## Pseudo-spectral Gaussian quadrature of the dipole spectrum

### Premises and conventions

Atomic units are used ($\hbar=m_e=e=4\pi\varepsilon_0=1$): energies in $E_h$, lengths in $a_0$, polarizabilities in $a_0^3$, $C_6$ in $E_h a_0^6$. The premises are (i) non-relativistic Hamiltonians with fixed point nuclei, (ii) two monomers in ground states $\psi_0$ with $L=0$, (iii) no overlap of the charge clouds, (iv) instantaneous Coulomb coupling. For each monomer $h=H_0-E_0$, $Z=\sum_i z_i$ is measured from the nucleus along the internuclear axis, and $u=Z\psi_0$. The function $u$ is odd with $L=1$, $M=0$. In that sector $h\ge w_0>0$, where $w_0$ is the lowest dipole-allowed excitation energy, so $G=h^{-1}$ exists and is bounded.

### The dispersion coefficient as a double integral

With capital letters for the summed electronic coordinates, the dipole–dipole coupling is $V=(X_AX_B+Y_AY_B-2Z_AZ_B)/R^3$. The dispersion energy is the part of the second-order energy in which both monomers are excited. For $L=0$ ground states the three terms of $V$ reach mutually orthogonal intermediate states with equal radial factors, so their squared coefficients add to $1+1+4=6$. With $E_{\rm disp}=-C_6/R^6$,
$$C_6=6\sum_{a,b}\frac{|\langle a|u_A\rangle|^2|\langle b|u_B\rangle|^2}{w_a+w_b}=\frac32\sum_{a,b}\frac{f_af_b}{w_aw_b(w_a+w_b)},\qquad f_a=2w_a|\langle a|u\rangle|^2 ,$$
where the sums include the continua. A net charge on one partner adds couplings that excite only the other partner; these belong to induction and leave $C_6$ unchanged. The identity $\int_0^\infty d\xi\,[(a^2+\xi^2)(b^2+\xi^2)]^{-1}=\pi/[2ab(a+b)]$ gives the Casimir–Polder form
$$C_6=\frac3\pi\int_0^\infty\alpha_A(i\xi)\,\alpha_B(i\xi)\,d\xi,\qquad \alpha(i\xi)=\sum_a\frac{f_a}{w_a^2+\xi^2}.$$

The dipole sums are
$$S(k)=\sum_af_aw_a^{\,k}=2\langle u|h^{k+1}|u\rangle .$$
From $[Z,[H_0,Z]]=N_e$, the number of electrons, follows $S(0)=2\langle u|h|u\rangle=N_e$ (the Thomas–Reiche–Kuhn rule). Further $S(-1)=2\langle Z^2\rangle$, and $S(-2)=\alpha(0)\equiv\alpha$.

Set $t=1/w$. The strengths define a positive measure $df$ on the finite interval $0<t\le t_0=1/w_0$, its moments are $m_p=\int t^p\,df=S(-p)$, and
$$C_6=\frac32\iint\frac{t^2s^2}{t+s}\,df_A(t)\,df_B(s).\tag{1}$$

### The $n$-point rule and its uniqueness

Replace $df$ by $n$ distinct points $t_i=1/w_i$ with weights $f_i$ such that
$$\sum_{i=1}^nf_it_i^{\,p}=S(-p),\qquad p=0,1,\dots,2n-1.\tag{2}$$
Such a rule integrates every polynomial of degree up to $2n-1$ exactly. Let $P_n(t)=\prod_i(t-t_i)$. For $p\le n-1$ the polynomial $t^pP_n$ has degree at most $2n-1$ and vanishes at all nodes, so $\int t^pP_n\,df=0$. These are $n$ linear equations for the $n$ free coefficients of $P_n$, with the Hankel matrix $m_{j+k}$ as coefficient matrix. That matrix is positive definite when $df$ has at least $n$ points of support, because $\sum_{jk}c_jc_km_{j+k}=\int(\sum_jc_jt^j)^2df$. Hence $P_n$ is the monic orthogonal polynomial of $df$, the nodes are fixed, and the first $n$ equations (2) fix the weights. The rule is the Gauss rule of $df$, and it is unique. Existence follows from the next step.

### Equivalence with a diagonalisation

Take the Krylov space $K_n={\rm span}\{u,Gu,\dots,G^{n-1}u\}$. Its matrices are built from dipole sums alone ($j,k=0,\dots,n-1$):
$$\langle G^ju|h|G^ku\rangle=\tfrac12S(-j-k),\qquad\langle G^ju|G^ku\rangle=\tfrac12S(-j-k-1).$$
Diagonalising $h$ in $K_n$ yields orthonormal pseudostates $\chi_i$ with $\langle\chi_i|h|v\rangle=w_i\langle\chi_i|v\rangle$ for every $v\in K_n$. Put $b_{ij}=\langle\chi_i|G^ju\rangle$. For $j\le n-2$ the vector $G^{j+1}u$ lies in $K_n$, so
$$b_{ij}=\langle\chi_i|h|G^{j+1}u\rangle=w_i\,b_{i,j+1},\qquad\text{hence}\qquad b_{ij}=t_i^{\,j}b_{i0}.$$
Insert $G^ju=\sum_ib_{ij}\chi_i$ into both matrices and define $f_i=2w_ib_{i0}^2$. The first gives $S(-j-k)=\sum_if_it_i^{\,j+k}$, which covers $p=0,\dots,2n-2$. The second gives $S(-j-k-1)=\sum_if_it_i^{\,j+k+1}$, which covers $p=1,\dots,2n-1$. Together these are the equations (2). If some $b_{i0}$ vanished or two $w_i$ coincided, the overlap matrix $\sum_ib_{i0}^2t_i^{\,j+k}$ would have rank below $n$, contrary to the independence of the $G^ju$. The pseudostates therefore carry $n$ distinct energies and positive strengths, and by uniqueness they are the Gauss rule. The Rayleigh–Ritz principle adds $w_i\ge w_0$.

### Hydrogen: the Krylov space is spanned by $r^kz\psi_0$

For $\psi_0=e^{-r}/\sqrt\pi$ and any $F$, $h(F\psi_0)=-\tfrac12\psi_0\nabla^2F-\nabla F\cdot\nabla\psi_0=(-\tfrac12\nabla^2F+\partial_rF)\psi_0$. For $F=r^kz=r^{k+1}\cos\theta$, $\nabla^2F=[(k+1)(k+2)-2]r^{k-2}z=k(k+3)r^{k-2}z$ and $\partial_rF=(k+1)r^{k-1}z$. With $\phi_k=r^kz\psi_0$,
$$h\phi_k=(k+1)\phi_{k-1}-\tfrac12k(k+3)\phi_{k-2}.\tag{3}$$
For $k=0$ this reads $G\phi_{-1}=\phi_0$. Writing (3) for $k+1$ and applying $G$,
$$G\phi_k=\frac{\phi_{k+1}+\tfrac12(k+1)(k+4)\,G\phi_{k-1}}{k+2},\qquad k\ge0 .$$
By induction $G\phi_k$ is a combination of $\phi_0,\dots,\phi_{k+1}$ with a non-zero coefficient of $\phi_{k+1}$. Since $u=\phi_0$, $K_n={\rm span}\{\phi_0,\dots,\phi_{n-1}\}$. For hydrogen, and by scaling for any one-electron ion, the rule matching $S(0)$ to $S(-2n+1)$ is the diagonalisation of $H_0$ in the functions $r^kz\psi_0$, $k=0,\dots,n-1$.

The overlaps are $\langle\phi_j|\phi_k\rangle=M_{j+k}$ with
$$M_p=\frac43\int_0^\infty r^{p+4}e^{-2r}dr=\frac43\frac{(p+4)!}{2^{p+5}},$$
so $M_{-2},\dots,M_4=\tfrac13,\tfrac12,1,\tfrac52,\tfrac{15}2,\tfrac{105}4,105$. From (3) and $M_{p-1}=\tfrac12(p+3)M_{p-2}$,
$$\langle\phi_j|h|\phi_k\rangle=\tfrac12[(j+1)(k+1)+2]\,M_{j+k-2}.$$
The recursion gives $Gu=\phi_0+\tfrac12\phi_1$ and $G^2u=\tfrac{11}6\phi_0+\tfrac{11}{12}\phi_1+\tfrac16\phi_2$, and the scalar products among $u$, $Gu$, $G^2u$ give
$$S(0),\dots,S(-5)=1,\;2,\;\tfrac92,\;\tfrac{43}4,\;\tfrac{319}{12},\;\tfrac{9673}{144}.$$

**One point.** $w=\tfrac12$, $f=1$, so $\alpha^{(1)}=4$ and $C_6^{(1)}=6$.

**Two points.** The secular equation is
$$\det\begin{pmatrix}\tfrac12-w&1-\tfrac52w\\[2pt]1-\tfrac52w&3-\tfrac{15}2w\end{pmatrix}=\tfrac14(5w^2-7w+2)=0,\qquad w=\tfrac25,\;1 .$$
At $w=\tfrac25$ the off-diagonal element vanishes and the eigenvector is $\phi_1$, so $b^2=M_1^2/M_2=\tfrac56$ and $f=\tfrac23$. At $w=1$ the eigenvector is $3\phi_0-\phi_1$, with squared norm $9-15+\tfrac{15}2=\tfrac32$ and overlap $3-\tfrac52=\tfrac12$ with $u$, so $b^2=\tfrac16$ and $f=\tfrac13$. The moment route agrees: $\tfrac92+2a+b'=0$ and $\tfrac{43}4+\tfrac92a+2b'=0$ give $P_2=t^2+at+b'=t^2-\tfrac72t+\tfrac52$, with roots $\tfrac52$ and $1$. Define $A_i=f_it_i^2$, the share of $\alpha$ carried by node $i$. Here $A=\tfrac{25}6,\tfrac13$, and $\alpha^{(2)}=\tfrac92$ is exact because $S(-2)$ is among the matched sums. From (1),
$$C_6^{(2)}=\frac32\sum_{ij}\frac{A_iA_j}{t_i+t_j}=\frac32\left[\frac{125}{36}+\frac{50}{63}+\frac1{18}\right]=\frac{363}{56}=6.482 .$$

**Three points.** The six sums give $12P_3=12t^3-58t^2+81t-30$, whence $w=0.3811,\,0.6166,\,1.7023$, $f=0.5067,\,0.3680,\,0.1253$ and $C_6^{(3)}=6.4984$.

### Bounds on $C_6$

For fixed $s>0$ the kernel of (1) depends on $t$ through $t^2/(t+s)=t-s+s^2/(t+s)$. The linear part is integrated exactly by any rule that matches $m_0$ and $m_1$. Let $q$ be the polynomial of degree $m-1$ that interpolates $1/(t+s)$ at $x_1,\dots,x_m$, a repeated node meaning that the slope is matched too. Then $1-(t+s)q(t)$ has degree $m$, vanishes at the $x_l$ and equals 1 at $t=-s$, so
$$\frac1{t+s}-q(t)=\frac1{t+s}\prod_{l=1}^m\frac{t-x_l}{-s-x_l}.\tag{4}$$
A rule that is exact to degree $m-1$ and whose nodes are the $x_l$ returns $\int q\,df$ when applied to $1/(t+s)$, so its remainder is the integral of (4).

*Lower bound.* For the Gauss rule take each $t_i$ twice, $m=2n$. The product in (4) is $[P_n(t)/P_n(-s)]^2\ge0$, so the rule lies below the integral for every $s$. Replace $df_A$ first, which lowers (1) because $s^2df_B\ge0$, then $df_B$, which lowers it again because $A_i>0$. Hence $C_6^{(n)}\le C_6$.

*Upper bound.* If $w_0$ is known, place simple nodes at $t=0$ and $t=t_0$ and a double node at $t_1$, and require exactness to degree 3 (a Lobatto rule). The product in (4) is $t(t-t_0)(t-t_1)^2/[s(s+t_0)(s+t_1)^2]\le0$ on the support of $df$, so this rule lies above the integral. Exactness for $t(t_0-t)(t-t_1)$ fixes $t_1$ once its cubic moment is used; equivalently, with $\lambda_i=f_it_i$, the conditions $\lambda_0t_0^{\,p}+\lambda_1t_1^{\,p}=m_{p+1}$ for $p=0,1,2$ give
$$t_1=\frac{t_0m_2-m_3}{t_0m_1-m_2},\qquad\lambda_0=\frac{m_2-t_1m_1}{t_0-t_1},\qquad\lambda_1=m_1-\lambda_0 .\tag{5}$$
The first follows by forming $t_0m_{p+1}-m_{p+2}=\lambda_1t_1^{\,p}(t_0-t_1)$ for $p=0,1$ and dividing. The node at $t=0$ takes the remaining strength $m_0-f_0-f_1$ and contributes nothing to (1). With positive $\lambda_i$ the replacement may be made on both monomers in turn, now with $A_i=\lambda_it_i$.

For hydrogen $w_0=\tfrac12-\tfrac18=\tfrac38$, and (5) gives $t_1=\tfrac32$, $\lambda_0=\tfrac97$, $\lambda_1=\tfrac57$, $A_0=\tfrac{24}7$, $A_1=\tfrac{15}{14}$, and an upper bound $\tfrac{261}{40}=6.525$. Four sums and the threshold confine $C_6$ to $6.482\le C_6\le6.525$, an interval 0.7 per cent wide, and the three-point value falls inside it.

### Range of validity

1. The equivalence between (2) and a diagonalisation holds for every monomer in the space $K_n$. The form $r^kz\psi_0$ of that space rests on (3), that is on $\psi_0\propto e^{-r}$. For two electrons, functions such as $\sum_ir_i^kz_i\psi_0$ with the exact $\psi_0$ still contain $u$ and so reproduce $S(0)$ and $S(-1)$, but there is no reason for them to contain $Gu$, and $S(-2)$ is then not reproduced. The Gauss rule must be built from the sums themselves.
2. Sums outside the matched range are approximate. For hydrogen the two-point rule gives $S(-4)=\tfrac{211}8=26.375$ against $\tfrac{319}{12}=26.583$, and $S(1)=\tfrac35$ against $2\langle\phi_{-1}|\phi_{-1}\rangle=\tfrac23$.
3. Pseudostates are not spectral lines. They serve for functions smooth on $0<t\le t_0$, such as the kernel of (1) and $\alpha(i\xi)$, and fail at real frequencies near or above $w_0$, where they place poles at the wrong positions. The bounds were proved for $C_6$; the argument does not carry over to $\alpha(i\xi)$ at a given $\xi$.
4. The bounds are rigorous for exact sums. With approximate sums they hold for a model spectrum that has those sums and that threshold.
5. The form $-C_6/R^6$ needs $R\ll c/w$ for the pseudostates that matter; for $w=\tfrac25$ this length is $343\,a_0$. It also needs $R$ large against the monomer size. Finite nuclear mass changes the results by relative amounts of order $m_e/M$.

### Illustration: H$^-$ from its dipole sums

H$^-$ has no bound excited state of $^1P^o$ symmetry, so its whole dipole spectrum is continuous and begins at the detachment threshold. The inputs are $S(0)=2$, which is exact, and the approximate values $S(-1)\approx14.97$, $S(-2)\approx206.15$, $S(-3)\approx3773$ and $w_0\approx0.02775\,E_h$, so $t_0=36.04$.

One point gives $w=S(0)/S(-1)=0.1336$ and $\alpha^{(1)}=S(-1)^2/S(0)=112$, only 0.54 of the input $S(-2)$; for hydrogen the same ratio is $\tfrac89$.

For two points the orthogonality conditions $m_2+am_1+b'm_0=0$ and $m_3+am_2+b'm_1=0$ give
$$a=\frac{m_0m_3-m_1m_2}{m_1^2-m_0m_2}=-23.698,\qquad b'=\frac{m_2^2-m_1m_3}{m_1^2-m_0m_2}=74.304 .$$
The roots of $t^2+at+b'$ are $t_+=19.979$ and $t_-=3.719$, with $f_+=(m_1-m_0t_-)/(t_+-t_-)$ and $f_-=m_0-f_+$. Equations (5) give $\lambda_0=1.674$ and $\lambda_1=13.296$.

| rule | $t$ | $w/E_h$ | $f$ | $A/a_0^3$ |
|---|---|---|---|---|
| Gauss | 19.979 | 0.05005 | 0.4632 | 184.9 |
| Gauss | 3.719 | 0.2689 | 1.5368 | 21.26 |
| Lobatto | 36.04 | 0.02775 | 0.0464 | 60.31 |
| Lobatto | 10.968 | 0.0912 | 1.212 | 145.84 |
| Lobatto | 0 | $\infty$ | 0.741 | 0 |

The lower Gauss pseudostate holds 23 per cent of the oscillator strength and 90 per cent of the polarizability. That $\sum A_i$ returns $S(-2)$ is a matching condition and tests only the arithmetic.

For the pair H–H$^-$, combining the Gauss nodes with the hydrogen nodes $t=\tfrac52,1$ gives $\tfrac32(37.21+15.74)=79.4$, the two terms belonging to $t_+$ and $t_-$. Combining the Lobatto nodes with $t=\tfrac83,\tfrac32$ gives $\tfrac32(7.06+49.20)=84.4$.

| pair | one point | two points (lower) | Lobatto (upper) |
|---|---|---|---|
| H–H | 6 | 6.482 | 6.525 |
| H–H$^-$ | 70.9 | 79.4 | 84.4 |
| H$^-$–H$^-$ | $1.26\times10^3$ | $1.87\times10^3$ | $2.09\times10^3$ |

The intervals are 6 and 12 per cent wide for the pairs that contain H$^-$. The reason is visible in (4): convergence is fast when the spread of $t$ is small against $t+s$, and the Gauss nodes of H$^-$ differ by a factor 5.4, against 2.5 for hydrogen. Uncertainty in the inputs matters less than this width: raising $S(-3)$ by 1 per cent moves the lower H–H$^-$ value from 79.43 to 79.35.

Dispersion is not the leading interaction of these pairs. Two anions repel as $1/R$. For H–H$^-$ the competing terms are the following, with $\kappa=\sqrt{2w_0}=0.2356$ the decay constant of the outer electron.

*Induction.* The charge polarises the atom, giving $-\alpha_{\rm H}/2R^4=-2.25/R^4$. At $R=20\,a_0$ its magnitude is $1.41\times10^{-5}E_h$, against $1.24\times10^{-6}E_h$ for $79.4/R^6$. The field gradient couples to $Q=r^2P_2(\cos\theta)$ as $Q/R^3$. The method of (3) gives $G(Q\psi_0)=(\tfrac12r^2+\tfrac13r^3)P_2\psi_0$, so $\alpha_2=2\langle Q\psi_0|G|Q\psi_0\rangle=15$, and the energy $-\alpha_2/2R^6=-7.5/R^6$ adds 9 per cent to the $R^{-6}$ term.

*Higher multipoles.* The coupling of the dipole of H to the quadrupole of H$^-$ contributes $C_8=(15/2\pi)\int_0^\infty\alpha_{\rm H}\,\alpha_2^{{\rm H}^-}d\xi$. Treat $\alpha_{\rm H}(i\xi)$ as constant over the low frequencies of the anion and use $\int_0^\infty2w\,d\xi/(w^2+\xi^2)=\pi$. Then $C_8/C_6\approx\tfrac{15}2\langle Q^2\rangle/3\langle z^2\rangle=\tfrac32\langle r^4\rangle/\langle r^2\rangle$, since $\langle Q^2\rangle=\langle r^4\rangle/5$ and $\langle z^2\rangle=\langle r^2\rangle/3$. For an orbital $e^{-\kappa r}/r$ this is $9/2\kappa^2\approx81\,a_0^2$, a rough estimate which makes the $R^{-8}$ term 0.2 of the $R^{-6}$ term at $20\,a_0$.

*Charge resonance.* H–H$^-$ and H$^-$–H are degenerate. For one electron and two zero-range centres, $\psi=e^{-kr_a}/r_a\pm e^{-kr_b}/r_b$ must behave as $1/r-\kappa$ at each centre, so $k=\kappa\pm e^{-kR}/R$, and the energy $-k^2/2$ shifts by $\mp\kappa e^{-\kappa R}/R$ to first order. This is an order-of-magnitude estimate, since normalisation and spin factors of order one are left out. It amounts to $1.1\times10^{-4}E_h$ at $20\,a_0$ and falls below $79.4/R^6$ only near $63\,a_0$. It cancels, to this order, in the mean of the gerade and ungerade energies.

The model's result for the free ion, resting on the four approximate inputs, is $79.4\le C_6({\rm H\text{–}H^-})\le84.4\;E_ha_0^6$. It does not transfer to the hydride ion in an ionic crystal, where confinement raises the excitation energies and lowers $\alpha$ and $C_6$ far below these values.